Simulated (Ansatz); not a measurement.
## A correction line for B2PLYP/def2-TZVPP: vertical ionisation energy

The vertical ionisation energy (cation less neutral) in eV of 6 molecular compounds of W: x at B2PLYP/def2-TZVPP, y at CCSD(T)/def2-TZVPP. Shapes, held fixed at every level: PBE0-D4/def2-TZVP. Flexible molecules stand in one conformer, not always the lowest. Programs: Ansatz 0.2.0.

| molecule | x (eV) | y (eV) |
| --- | --- | --- |
| W(OH)2Cl4 | 10.56 | 10.69 |
| CH3Cl3O2W (SMILES C[O][W](=[O])([Cl])([Cl])[Cl]) | 10.57 | 10.75 |
| W(OH)4ClF | 10.70 | 10.73 |
| W(OH)Cl5 | 10.74 | 10.92 |
| W(OH)3ClF2 | 11.07 | ? |
| W(OH)5F | 11.22 | 11.34 |

Fit y = c + s·x to the known rows and predict y for W(OH)3ClF2.


1. Means of the 5 rows: x = 10.7580, y = 10.886.
2. Σ(Δx)² = 0.29168, Σ(Δx·Δy) = 0.28256, so the slope is 0.28256/0.29168 = 0.96873.
3. Intercept: 10.886 − (0.96873) × 10.7580 = 0.464. The largest residual of the fit is 0.100.
4. W(OH)3ClF2: 0.464 + 0.96873 × 11.07 = 11.19 eV.

CCSD(T)/def2-TZVPP gives 11.08 eV, so the prediction is off by +0.11 eV, about the largest residual. Uncorrected, B2PLYP/def2-TZVPP misses W(OH)3ClF2 by -0.01 eV, and the other rows by 0.13 on average. The line makes this one worse. W(OH)5F lies far out in x and weighs most in the slope. Left out in turn, the other rows are missed by 0.07 eV on average. Cations run unrestricted. For atoms past krypton def2 sets carry core potentials with scalar relativity. Outer-core shells of W are correlated, in sets that cover them unevenly.

B2PLYP places the ionisation energy below CCSD(T) in all six molecules, and with a slope of 0.96873 the line is little more than a constant upward shift. What it misses is the variation in that shift, which does not follow x: the gap nearly closes for W(OH)4ClF and W(OH)3ClF2, the two molecules carrying both chloride and fluoride, while W(OH)5F, with a higher ionisation energy than either, keeps a clear one. A plain offset would therefore fail for W(OH)3ClF2 in much the same way.

All six are formally d⁰ tungsten(VI), so the electron probably leaves ligand lone pairs, Cl 3p or O 2p, rather than a metal d shell. The balance between these, and how far the hole spreads over the ligands, can change with substitution, and the two methods may treat exchange and correlation in such holes differently. This suggests that the correction depends on the character of the hole, which the B2PLYP energy alone does not encode. The near agreement for W(OH)3ClF2 is no evidence that B2PLYP is generally reliable for mixed-halide compounds.
